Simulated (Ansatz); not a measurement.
Computed with DFT PBE, scalar-relativistic, plane waves, PAW (Ansatz). Settings: cutoff 420 eV, Γ-centred meshes spaced at most about 0.3 Å⁻¹, and about 0.25 Å⁻¹ or finer for metals (2π included), Gaussian smearing. Collinear spin in cells that started with moments and kept them past the coarse steps, no spin elsewhere.

Energies over the elements count from the elements' standard structures at the same level (N₂ as a molecule), with no fitted energy shifts.

A relaxed structure of GaPdC4N4 has 22.57 Å³/atom, +0.55 eV/atom against the elements, no gap on its mesh, a net moment of 0.10 μB/atom:

```
CELL_PARAMETERS angstrom
6.08847 0.00000 0.00000
0.00000 6.08847 0.00000
0.00000 0.00000 6.08847
ATOMIC_POSITIONS crystal
Ga 0.00000 0.00000 0.00000
Pd 0.50000 0.50000 0.50000
C 0.18656 0.18656 0.18656
C 0.18656 0.81344 0.81344
C 0.81344 0.18656 0.81344
C 0.81344 0.81344 0.18656
N 0.29690 0.29690 0.29690
N 0.29690 0.70310 0.70310
N 0.70310 0.29690 0.70310
N 0.70310 0.70310 0.29690
```

Problem. Predict cell, energy and gap of AlPdC4N4 with the same space group and Wyckoff sites.

Solution. AlPdC4N4 has a = 6.089 Å: 22.57 Å³/atom, +0.43 eV/atom against the elements, no gap on its mesh, a net moment of 0.10 μB/atom. The volume per atom changes by +0.0 % and the formation energy by -0.11 eV/atom (from unrounded values). Covalent radii: Ga 1.22 Å, Al 1.21 Å; electronegativities 1.81 and 1.61. Al has 4 C at 1.97 Å; around Pd lie 4 N at 2.14 Å; C has 1 N at 1.16 Å and 1 Al at 1.97 Å; N has 1 C at 1.16 Å and 1 Pd at 2.14 Å.

```xyz
10
Lattice="6.0886 0.0000 0.0000 0.0000 6.0886 0.0000 0.0000 0.0000 6.0886" Properties=species:S:1:pos:R:3 pbc="T T T"
Al    0.0000    0.0000    0.0000
Pd    3.0443    3.0443    3.0443
C     1.1374    1.1374    1.1374
C     1.1374    4.9512    4.9512
C     4.9512    1.1374    4.9512
C     4.9512    4.9512    1.1374
N     1.8098    1.8098    1.8098
N     1.8098    4.2787    4.2787
N     4.2787    1.8098    4.2787
N     4.2787    4.2787    1.8098
```

The two cells were relaxed from separate starts that ended on the same group and sites; neither need be the stable form of its compound. The reference form of C is held partly by dispersion forces, which this level lacks. Another magnetic order may lie lower. Cells relaxed within their symmetry can be saddle points.

Replacing Ga with Al leaves the cyanide framework almost unchanged in size but lowers the formation energy by 0.11 eV/atom. The matching volumes reflect the similar radii of the two metals, since the filled 3d shell of Ga screens its nuclear charge poorly and offsets the extra shell. The energy gain probably comes from the more electropositive Al forming more polar, stronger bonds to carbon. Even so, AlPdC4N4 remains uphill from the elements at +0.43 eV/atom.

The C–N distance of 1.16 Å is typical of a cyanide triple bond. Counting Al as trivalent and each cyanide as a monoanion leaves Pd formally monovalent and d⁹, which fits the net moment of about one unpaired electron per formula unit. In the tetrahedral N environment, the hole would sit in the t₂ levels, consistent with the missing gap and suggesting a possible Jahn–Teller instability. The cyanide orientation also runs against the usual preference of hard Al for N and soft Pd for C, so the reversed linkage isomer, not computed here, may well lie lower.
